Why should the excited states whose orbitals overlap best absorb light most weakly? The molecule here is an eight-membered carbon ring with two separate C=C double bonds, one of which carries a silyl group, SiH₃. Its six lowest singlet excitations, calculated with a range-separated hybrid functional, turn the usual expectation round.

The six lowest vertical singlet excitations of gas-phase 1-silylcycloocta-1,5-diene (C8H14Si), calculated with PySCF 2.14.0 using Tamm-Dancoff CAM-B3LYP/def2-SVPD, density fitting and a frozen core in the response. The geometry was optimised with PBE0-D3(BJ)/def2-SVP. Exciton size is the root-mean-square hole–electron distance.

| row | singlet state | singlet energy (eV) | singlet oscillator strength | singlet exciton size (Å) | singlet orbital overlap lambda | singlet main from | singlet main to |
| --- | --- | --- | --- | --- | --- | --- | --- |
| 1 | 1 | 6.550 | 0.003 | 3.570 | 0.590 | HOMO | LUMO |
| 2 | 2 | 6.680 | 0.016 | 3.620 | 0.540 | HOMO | LUMO+1 |
| 3 | 3 | 6.710 | 0.032 | 3.300 | 0.520 | HOMO | LUMO+1 |
| 4 | 4 | 6.810 | 0.022 | 3.060 | 0.550 | HOMO-2 | LUMO |
| 5 | 5 | 6.830 | 0.057 | 3.130 | 0.530 | HOMO-1 | LUMO+1 |
| 6 | 6 | 7.050 | 0.001 | 3.720 | 0.560 | HOMO | LUMO+2 |

The orbital overlap lambda is meant to tell local excitations from those that move charge. For each pair of orbitals in the excitation it takes the overlap of their magnitudes, and it then averages over the pairs, weighted by their squared amplitudes. A high lambda is usually read as a sign that hole and electron share the same region, which would favour strong absorption. Yet rows 1 and 6 have the highest values, 0.59 and 0.56, and the lowest oscillator strengths.

The positions of hole and electron show what these two states are. In row 1 the hole lies on the plain alkene and the electron on the silylated one, with their centres 1.7 Å apart. In row 6 the roles are exchanged and the centres are 1.6 Å apart. The dipole changes of the two states point in almost exactly opposite directions. Both are charge-transfer states between the double bonds, while in the other four rows the centres lie within about 0.5 Å of each other.

Lambda misses this because of the way the orbitals are built. The π orbitals of the two alkenes mix, so that HOMO and HOMO−1 each extend over both double bonds, though unequally. Two such mixtures must be orthogonal: if they have the same sign on one alkene, they have opposite signs on the other. An excitation that draws on both orbitals and ends in the same electron orbital can therefore have a hole that builds up on one alkene and largely cancels on the other. The relative sign of the two contributions decides which alkene keeps the hole, and lambda, which uses only magnitudes and squares, has lost that sign.

Row 6 lets us follow this in numbers. Its two leading contributions are HOMO → LUMO+2, with a squared amplitude of 0.499, and HOMO−1 → LUMO+2, with 0.350. The carbon bonded to silicon holds a fraction 0.093 of the HOMO and 0.230 of HOMO−1. Judged by its main label, HOMO → LUMO+2, the state would look local, since both of these orbitals have their largest weights on the plain alkene.

Because both contributions end in the same electron orbital, their hole amplitudes must be combined before squaring. On the carbon bonded to silicon they are √(0.499 × 0.093) ≈ 0.22 and √(0.350 × 0.230) ≈ 0.28. If they add, the hole weight there is (0.22 + 0.28)²/(0.499 + 0.350) ≈ 0.29; if they subtract, it is below 0.01. The full calculation gives 0.28.

Adding the squares without regard to sign would give only 0.15, about half the calculated weight. The hole is thus more concentrated on this carbon than in either of the orbitals it is made from, which only interference can achieve. The estimate has no adjustable constant, but it leaves the sign open, and the calculated hole has to choose between the two answers. On a carbon of the plain alkene, where the same contributions subtract, the estimate leaves a weight of only 0.04.

The second triplet state of the same calculation provides a control. Its two leading contributions are the same orbital pairs as in row 6, and its lambda is lower by only 0.014. Here, however, the amplitudes add on the plain alkene, where the electron also sits, and the state is local. The chance of finding hole and electron on the same atom is 6.3 times that in row 6. Two states that lambda can hardly tell apart are thus opposite in character.

Theory suggests why the singlet and the triplet choose different signs. Attraction between hole and electron favours the local combination in both. In a singlet, however, a local π→π* excitation also has a large transition density, whose repulsion with itself raises the energy; in a triplet this term is absent. A charge-transfer singlet hardly pays this price, because its transition density is small. It can therefore appear among the lowest singlets while the strongly absorbing local combination is expected higher up, beyond the six states calculated.

Row 1 fits the simple estimate less well. With its two leading contributions adding on the plain alkene, the hole weight on one of that alkene's carbons comes out as 0.34, against 0.25 in the full calculation. Ignoring the signs gives 0.21, which looks closer, but both figures scale two contributions up to the whole state and leave out a third, from HOMO−2. Interference is still needed: the hole has as much weight on this carbon as the HOMO itself, although HOMO → LUMO supplies only 0.604 of the state and HOMO−1 and HOMO−2 have much less weight there. That row 1 is a charge-transfer state rests on its separated hole and electron, and not on this model.

The weak absorption follows from the separation. The transition dipole gathers its contributions from places where hole and electron amplitudes are both appreciable, and the oscillator strength grows with its square. From row 6 to row 5, the weakest and the strongest absorber, the transition dipole rises about 6.5-fold and the oscillator strength about 41-fold. The excitation energies differ far too little to produce such a range.

The share of hole and electron found on the same atom puts all six states in the order of their oscillator strengths. It is not a proportional measure, since it rises only from 0.045 to 0.159 over that 41-fold range. The contributions of different atoms to the dipole also have signs and directions, and may reinforce or cancel one another. Both quantities come from the same excitation amplitudes, so their common order illustrates the mechanism and is no independent test of it.

There remains the question of why lambda runs almost opposite to the absorption, instead of being merely unrelated to it. In these six states it goes broadly with the compactness of the electron, though not in exact order. The three states with an electron spread below 3 Å, rows 1, 4 and 6, have the three highest lambdas. A likely reason is that the more diffuse electrons of rows 2, 3 and 5 overlap less well with the compact orbitals they leave. Two of the three compact cases happen to be the charge-transfer states. Lambda varies by only 0.07 in all, so its order here should not be taken for a general law.

The exciton size, the root-mean-square distance between hole and electron, can mislead as well. Row 2 has a size of 3.62 Å, slightly more than the 3.57 Å of row 1, although its hole and electron centres nearly coincide. Its size comes from a diffuse electron, with a spread of 3.35 Å. Such an electron depends on the diffuse functions of the basis set, and the modest set used here may not describe it fully.

Row 5 shows that a diffuse electron need not mean weak absorption. Its electron spreads over 3.14 Å, yet its exciton size is only 3.13 Å, because hole and electron tend to be found near each other as the excitation extends over both alkenes. Without this correlation the size would be 3.87 Å. The same tendency keeps the two on common atoms more often than in any other row, and row 5 is the strongest absorber. The printed analysis after this text gives this division of the exciton size for each state; it is an exact identity, used as an account of the parts.

Row 4 is of another kind. It starts mainly from HOMO−2, which has much of its weight on silicon and the carbon bonded to it, so it is no pure π→π* excitation of an alkene. Its electron is compact and its exciton is the smallest of the six, but its absorption is only moderate. A small exciton is thus no guarantee of a bright state.

The energies of the two charge-transfer states probably reflect, in part, which alkene receives the electron. In row 1 it enters mainly the LUMO, on the silylated alkene; in row 6 it enters mainly LUMO+2, on the plain one, which lies 0.37 eV higher. This difference has the right sign to help explain the 0.50 eV between the two states, but it is not a full account: the holes differ too, and that of row 1 includes a share of the deeper HOMO−2, which works the other way. That the silyl group itself lowers the acceptor orbital is a plausible reading, since silicon takes part in the LUMO, but it is not tested here.

The order in energy is less secure than the character of the states. Rows 2 and 3 are only 0.03 eV apart and rows 4 and 5 only 0.02 eV, less than the usual error of such calculations. The functional reduces the familiar error for charge transfer but does not remove it, so another method might not place row 1 lowest. The oscillator strengths are approximate too: the Tamm-Dancoff approximation does not keep their sum rule, and vibrations, left out here, can lend intensity to weak transitions. Moreover, only one conformer of this flexible ring was calculated; in another, the two alkenes could mix differently, which might change both the character of the states and their brightness. For two weakly coupled double bonds, the question to ask of a state is where its combined hole and electron lie; the overlap of the separate orbitals leaves that open.

Output of the analysis:

```
Exciton size taken apart (angstrom):
  row  displacement  hole spread  electron spread  size without correlation  size with correlation
    1         1.738        2.112            2.469                     3.685                   3.57
    2         0.323        2.109            3.354                     3.975                  3.625
    3         0.356        2.212            3.192                       3.9                  3.297
    4         0.503        2.286            2.191                     3.206                  3.061
    5         0.276        2.244            3.144                     3.873                  3.127
    6          1.61        2.011            2.814                     3.815                  3.719
Intensity and overlap:
  row  lambda  same-atom share  oscillator strength  transition dipole (au)
    1    0.59            0.057              0.00256                  0.1263
    2    0.54            0.098              0.01551                  0.3078
    3    0.52            0.145              0.03153                  0.4379
    4    0.55             0.13               0.0216                  0.3598
    5    0.53            0.159              0.05739                  0.5856
    6    0.56            0.045               0.0014                 0.09003
Rank correlation of oscillator strength with lambda: -0.8286
Rank correlation of oscillator strength with same-atom share: 1
Rank correlation of oscillator strength with electron spread: 0.2571
Weakest other state over stronger charge-transfer state, ratio of oscillator strengths: 6.059
Strongest over weakest oscillator strength, ratio: 40.99
Unrelaxed dipole change of row 1 (D): 8.346
Relaxed dipole change of row 1 (D): 5.772
Unrelaxed dipole change of row 6 (D): 7.734
Cosine between the unrelaxed dipole changes of rows 1 and 6: -0.9973
Row 6 hole on silyl-bearing carbon, amplitudes adding (calculation 0.28): 0.2935
Row 6 hole on silyl-bearing carbon, signs ignored: 0.1495
Row 6 hole on silyl-bearing carbon, amplitudes subtracting: 0.005495
Row 6 hole on a carbon of the other alkene, amplitudes subtracting there: 0.03707
Second triplet hole on a carbon of the other alkene, amplitudes adding (calculation 0.38): 0.3399
Second triplet hole on the same carbon, amplitudes subtracting: 0.08222
Row 1 hole on a carbon of the other alkene, two pairs adding, HOMO-2 left out (calculation 0.25): 0.3398
Row 1 hole on the same carbon, signs ignored: 0.2116
Lambda of row 6 less lambda of the second triplet: 0.014
Same-atom share of the second triplet over that of row 6, ratio: 6.333
```
